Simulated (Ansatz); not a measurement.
# TiH: energy above lowest point against volume scale

All results are calculated (Ansatz 0.2.0). Free energy against uniform scaling of the volume at fixed shape and fractions; periodic cell, basis, potentials, k mesh and filling as listed.

The cell before it is scaled or strained (space group Fm-3m, No. 225):
```
CELL_PARAMETERS angstrom
0.00000 2.08970 2.08970
2.08970 0.00000 2.08970
2.08970 2.08970 0.00000
ATOMIC_POSITIONS crystal
Ti 0.00000 0.00000 0.00000
H 0.50000 0.50000 0.50000
```

Settings of every row: functional LDA; dispersion none; potentials all-electron LAPW; k mesh 12x12x12; k shift 0x0x0; occupations fermi dirac; smearing width 0.1 eV; spin none; basis error target 0.0005 eV/atom.

Limits: coarse k mesh, up to 40 meV an atom off; the cell comes from a prototype or a list of computed structures and needn't be the stable phase.

| row | volume scale | V (Å³/atom) | energy above lowest point (meV/atom) |
| --- | --- | --- | --- |
| 1 | 0.94 | 8.578 | 0 |
| 2 | 0.97 | 8.852 | 2 |
| 3 | 1 | 9.125 | 11.7 |
| 4 | 1.03 | 9.399 | ? |
| 5 | 1.06 | 9.673 | 50.1 |

Question: what energy above lowest point should row 4 give?

Worked fit of energy above lowest point. Take u = (V_r/V)^(2/3) − 1 with V_r = 8.9885 Å³ an atom, which is twice the finite (Eulerian) strain; such expansions in the strain, on which the Birch-Murnaghan equation of state is built, carry the rest volume and the bulk modulus. The shown rows have u = 0.03165, 0.01025, -0.01, -0.04775. Least squares give energy above lowest point = 5.96 − 481.7 × u + 9272 × u² meV/atom; a straight line predicts inner rows, each left out in turn, worse (root mean square 9.2 against 0.0081 meV/atom). All shown rows lie on it to the printed digit. Its lowest point lies at u = 0.0260, or V = 8.649 Å³ an atom, and the curvature there gives the bulk modulus at fixed shape and fractions, B = (4/9)(1 + u)² E″(u)/V = 161 GPa. The withheld row has u = -0.02933, so the fit gives 5.96 − 481.7 × (-0.02933) + 9272 × (-0.02933)² = 28.1 meV/atom.

The calculation gave 28.1 meV/atom. The fit meets it to the printed digit.
